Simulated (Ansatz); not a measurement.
# A ladder of methods for BSiH4 (SMILES [BH][SiH3])

BSiH4: 6 atoms, total charge 0, spin state doublet. SMILES: `[BH][SiH3]`. The coordinates come from a GFN2-xTB relaxation.

```xyz
6

B     0.9385   -0.8301    0.6514
Si   -0.2687    0.3784   -0.1983
H     1.2069   -1.9213    0.9296
H    -1.5115   -0.1384   -0.8202
H     0.3927    1.1027   -1.3009
H    -0.7579    1.4086    0.7384
```

Quantity: the energy change with the B1–H3 bond stretched from 1.158 to 2.894 Å, in eV. The values are calculated.

```json
{"level": "USVWN5/STO-3G", "kind": "LDA", "program": "Ansatz", "value (eV)": "6.03", "less FCI/STO-3G": "+1.06", "CPU time (all runs)": "4.1 s"}
{"level": "UPBE/STO-3G", "kind": "GGA", "program": "Ansatz", "value (eV)": "5.51", "less FCI/STO-3G": "+0.54", "CPU time (all runs)": "9.5 s"}
{"level": "U-r2SCAN0/STO-3G", "kind": "hybrid meta-GGA", "program": "Ansatz", "value (eV)": "5.55", "less FCI/STO-3G": "+0.58", "CPU time (all runs)": "30 s"}
{"level": "UBHLYP/STO-3G", "kind": "global hybrid", "program": "Ansatz", "value (eV)": "5.56", "less FCI/STO-3G": "+0.59", "CPU time (all runs)": "12 s"}
{"level": "UPBE0/STO-3G", "kind": "global hybrid", "program": "Ansatz", "value (eV)": "5.55", "less FCI/STO-3G": "+0.58", "CPU time (all runs)": "12 s"}
{"level": "UCAM-B3LYP/STO-3G", "kind": "range-separated hybrid", "program": "Ansatz", "value (eV)": "5.65", "less FCI/STO-3G": "+0.68", "CPU time (all runs)": "12 s"}
{"level": "RPA@PBE/STO-3G", "kind": "RPA", "program": "Ansatz", "value (eV)": "5.04", "less FCI/STO-3G": "+0.07", "CPU time (all runs)": "14 s"}
{"level": "FCI/STO-3G", "kind": "exact in the basis", "program": "Ansatz", "value (eV)": "4.97", "less FCI/STO-3G": "0.00", "CPU time (all runs)": "41 s"}
```

FCI/STO-3G is exact within its basis and frozen core, so for wave-function methods in that basis the difference is their error; functionals converge differently with the basis, so for them it is only a difference. The first shape isn't each level's own minimum. The values span 4.97 to 6.03 eV. Spin contamination of the reference (⟨S²⟩ at least 0.1 too high) touches USVWN5/STO-3G, UPBE/STO-3G, U-r2SCAN0/STO-3G, UBHLYP/STO-3G, UPBE0/STO-3G, UCAM-B3LYP/STO-3G, RPA@PBE/STO-3G. All rows use very small basis sets, so even the best lies far from the true value. CPU times are rough (shared hosts, several kinds of processor): they show what a rung costs within a factor of a few.

All levels put a large energy cost on pulling hydrogen away from boron, but even the FCI value of 4.97 eV is well above what is expected for B–H cleavage in a divalent boron radical, where the boron left behind can keep a lone pair. A likely cause is the minimal basis: its hydrogen function is contracted to suit a bonded atom and cannot expand as the atom becomes free, which raises the energy of the stretched end.

The functionals all lie above FCI, with LDA furthest out, in keeping with its familiar overbinding. PBE, PBE0 and BHLYP nearly coincide, which suggests that the share of exact exchange matters little here. Much of their remaining offset probably reflects correlation that a density functional supplies directly but FCI cannot build from so few virtual orbitals. RPA draws on the same restricted orbital space, so its closeness to FCI may be partly a shared limitation and does not establish accuracy for the real bond.
